Worked problem: a single phonon in the breathing mode of a silicon optomechanical crystal

Statement. The breathing mode of a Si nanobeam has H = ħω a†a with the typical frequency ω/2π = 5.0 GHz. Assume a quality factor Q_m = ω/κ = 1.0×10⁶ and a stationary bath at T = 0.20 K. The state obeys

dρ/dt = Lρ = −iω[a†a, ρ] + κ(n̄+1) D[a]ρ + κn̄ D[a†]ρ, D[c]ρ = cρc† − ½{c†c, ρ},

where κ is the energy decay rate and n̄ = 1/(exp(ħω/k_BT) − 1).
(a) Give the slowest eigenvalues of L.
(b) For ρ(0) = |1⟩⟨1|, find when the Wigner function at the origin stops being negative.
(c) For (|0⟩ + |1⟩)/√2, compare the decay of ⟨a⟩ and of ρ₁₀ = ⟨1|ρ|0⟩.

The damping basis (Briegel and Englert, 1993). A normally ordered operator :f(a†, a): has the symbol ⟨α|:f:|α⟩ = f(α*, α). For the symbol Q = ⟨α|ρ|α⟩, with s = 1 + n̄, the master equation becomes

∂Q/∂t = (κ/2 + iω) ∂_α(αQ) + (κ/2 − iω) ∂_α*(α*Q) + κs ∂_α∂_α* Q.

The rescaling α → √s α removes n̄, so the spectrum cannot depend on it. The ansatz Q = α*^k F(x) e^(−x), x = |α|²/s, gives κ[xF″ + (k+1−x)F′] = (λ + iωk + κk/2)F, which is Laguerre's equation with polynomial solutions F = L_n^k(x). Thus for n, k ≥ 0

λ_(n,k) = −iωk − κ(n + |k|/2),
r_(n,k) = (−1)^n s^(−k−1) a†^k :L_n^k(a†a/s) exp(−a†a/s):,
ℓ_(n,k) = (−n̄/s)^n [n!/(n+k)!] :L_n^k(a†a/n̄): a^k.

Negative k follows by Hermitian conjugation. The antinormal symbol of ℓ_(n,k) is (−1)^n [n!/(n+k)!] α^k L_n^k(x), so Laguerre orthogonality gives Tr[ℓ_(n,k) r_(n′,k′)] = δ_nn′ δ_kk′. Then ρ(t) = Σ c_(n,k) exp(λ_(n,k)t) r_(n,k) with c_(n,k) = Tr[ℓ_(n,k) ρ(0)].

Solution.
(a) ħω/k_B = 0.240 K, ħω/k_BT = 1.1998, n̄ = 0.4311, s = 1.4311. κ = 3.14×10⁴ s⁻¹ and 1/κ = 31.8 μs. Besides λ_(0,0) = 0 (thermal state), in order of the decay rates κ/2, κ and 3κ/2:
λ_(0,±1)/2π = −2.5 kHz ∓ i 5.0 GHz,
λ_(1,0)/2π = −5.0 kHz and λ_(0,±2)/2π = −5.0 kHz ∓ i 10 GHz,
λ_(1,±1)/2π = −7.5 kHz ∓ i 5.0 GHz and λ_(0,±3)/2π = −7.5 kHz ∓ i 15 GHz.

(b) Only k = 0 enters. Since L_n(y) = 1 − ny + … and ⟨1|:(a†a)^p:|1⟩ = 0 for p ≥ 2, c_(n,0) = (−n̄/s)^n (1 − n/n̄). Put u = e^(−κt) and z = n̄u/s, which never exceeds 0.301. With Σ z^n L_n(x) = exp[−xz/(1−z)]/(1−z) and σ = s(1−z) = 1 + m, m = n̄(1−u),

Q = (1 + u ∂_σ)[exp(−|α|²/σ)/σ], that is ρ(t) = ρ_th(m) + u ∂_m ρ_th(m),

where ρ_th(m) is the thermal state of occupation m. Its parity is 1/(1+2m), so W(0) = (2/π)⟨(−1)^(a†a)⟩ = (2/π)(1 + 2m − 2u)/(1+2m)². This vanishes at

u* = (1+2n̄)/(2+2n̄) = 0.6506, t* = −ln(u*)/κ = 0.4298 × 31.8 μs = 13.7 μs,

against ln 2/κ = 22.1 μs at T = 0. At t*, m = 0.1506, ⟨a†a⟩ = m + u = 0.801 and p₁ = m/σ² + u(1−m)/σ³ = 0.477.

(c) The k = 1 part is ½|1⟩⟨0|, with c_(n,1) = ½(−n̄/s)^n because L_n^1(0) = n+1. As a = ℓ_(0,1), ⟨a⟩ = ½ exp(λ_(0,1)t), with decay time 2/κ = 63.7 μs at any temperature. The element ρ₁₀ collects all n. Using Σ z^n L_n^1(x) = exp[−xz/(1−z)]/(1−z)²,

ρ₁₀(t) = ½ exp(−iωt − κt/2)/σ².

The initial decay rate of |ρ₁₀| is κ(½ + 2n̄) = 4.28×10⁴ s⁻¹, against κ/2 = 1.57×10⁴ s⁻¹. At t*, |⟨a⟩| has fallen to √u = 0.807 of its initial value and |ρ₁₀| to √u/σ² = 0.609. Temperature enters only through the eigenoperators and coefficients.

These times are the model's and scale with the assumed Q_m, which typically ranges from about 10⁵ to above 10⁹ in such devices below 1 K, depending on acoustic shielding. Frequency noise typically makes the coherence time of shielded devices shorter than 2/κ by an order of magnitude or more, so (c) overestimates coherence there. A Markovian term γ D[a†a]ρ = −(γ/2)[a†a, [a†a, ρ]] keeps the eigenoperators and adds −γk²/2 to λ_(n,k), which leaves (b) unchanged.